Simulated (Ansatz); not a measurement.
**Errors in the atomisation enthalpy at 298 K**

8 molecules holding an element past argon; the atomisation enthalpy at 298 K in kJ/mol, computed less measured. Shapes, held fixed at every level: PBE0-D4/def2-TZVP. Flexible molecules stand in one conformer, not always the lowest. Thermal terms are harmonic and unscaled (B3LYP/6-31G*, PBE/def2-SVP, PBE0-D4/def2-TZVP); the spin-orbit lowering of the free atoms is taken from their spectra. Programs: Ansatz 0.2.0. Measured values: Active Thermochemical Tables, CRC Handbook of Chemistry and Physics.

Levels: A = r2SCAN-D4/def2-TZVPP; B = PBE0-D4/def2-TZVPP; C = wB97X-V/def2-TZVPP; D = CCSD/def2-TZVPP.

```
                 molecule  from tabulated heats    A    B    C     D
 IBr (iodine monobromide)                   178   -9   -7  -19   -46
     HI (hydrogen iodide)                   298   -8  -13  -10   -14
              I2 (iodine)                   151  -16  -11  -25   -52
GeF4 (tetrafluorogermane)                  1880  +20  -33  +19   -64
       C2H5I (iodoethane)                  2638   -2   +9  -10   -99
   C3H5Br (allyl bromide)                  3307   +9  +27  -11  -137
  C3H7Br (1-bromopropane)                  3875   +3  +19   -7  -140
    C3H7I (1-iodopropane)                  3813   +6  +26   -2  -133
```

(1) Which level does best on this set, which worst, and which err to one side?

## Answers

(1) 
| level | kind | mean error | mean absolute error | worst case |
| --- | --- | --- | --- | --- |
| r2SCAN-D4/def2-TZVPP | meta-GGA | +0.4 | 9.1 | GeF4 |
| PBE0-D4/def2-TZVPP | global hybrid | +2.1 | 18.1 | GeF4 |
| wB97X-V/def2-TZVPP | range-separated hybrid | -8.1 | 12.9 | I2 |
| CCSD/def2-TZVPP | coupled cluster or CI | -85.6 | 85.6 | C3H7Br |

On this set r2SCAN-D4/def2-TZVPP has the smallest mean absolute error and CCSD/def2-TZVPP the largest. wB97X-V/def2-TZVPP is too low in 7 of 8; CCSD/def2-TZVPP is too low in 8 of 8. The heats of GeF4, C3H5Br, C3H7Br, C3H7I come from older tables and can be uncertain by 10 kJ/mol or more. The molecules' own spin-orbit binding is left out, so errors for heavy halides read too negative. For CCSD/def2-TZVPP the error grows with the size of the molecule. Correlated wave functions converge slowly with the basis. CCSD also lacks the triples, which bind further. For atoms past krypton def2 sets carry core potentials with scalar relativity. Relativity is left out for Br, Ge. Outer-core shells of Br, Ge, I are correlated, in sets that cover them unevenly. The set is small.

The small mean error of PBE0 comes from cancellation: it underbinds the three diatomics and GeF4 but overbinds all four organic halides. Its near-zero average is therefore no sign of accuracy for either group. GeF4 also separates the two hybrids, at -33 for PBE0 and +19 for wB97X-V, so the presence of exact exchange alone cannot explain the error in these strongly polar bonds.

The CCSD deficit reflects what atomisation demands. Every bond is broken, and the correlation energy gained when electrons pair up must be recovered in full, so shortfalls accumulate over the molecule. Bond count is not the whole story: HI and I2 each have a single bond, yet their errors are -14 and -52. Correlation among the lone pairs of two adjoining heavy atoms probably adds to the shortfall in I2. Much of this error should cancel in reactions that conserve bond types, so the ranking for atomisation does not carry over to reaction energies.
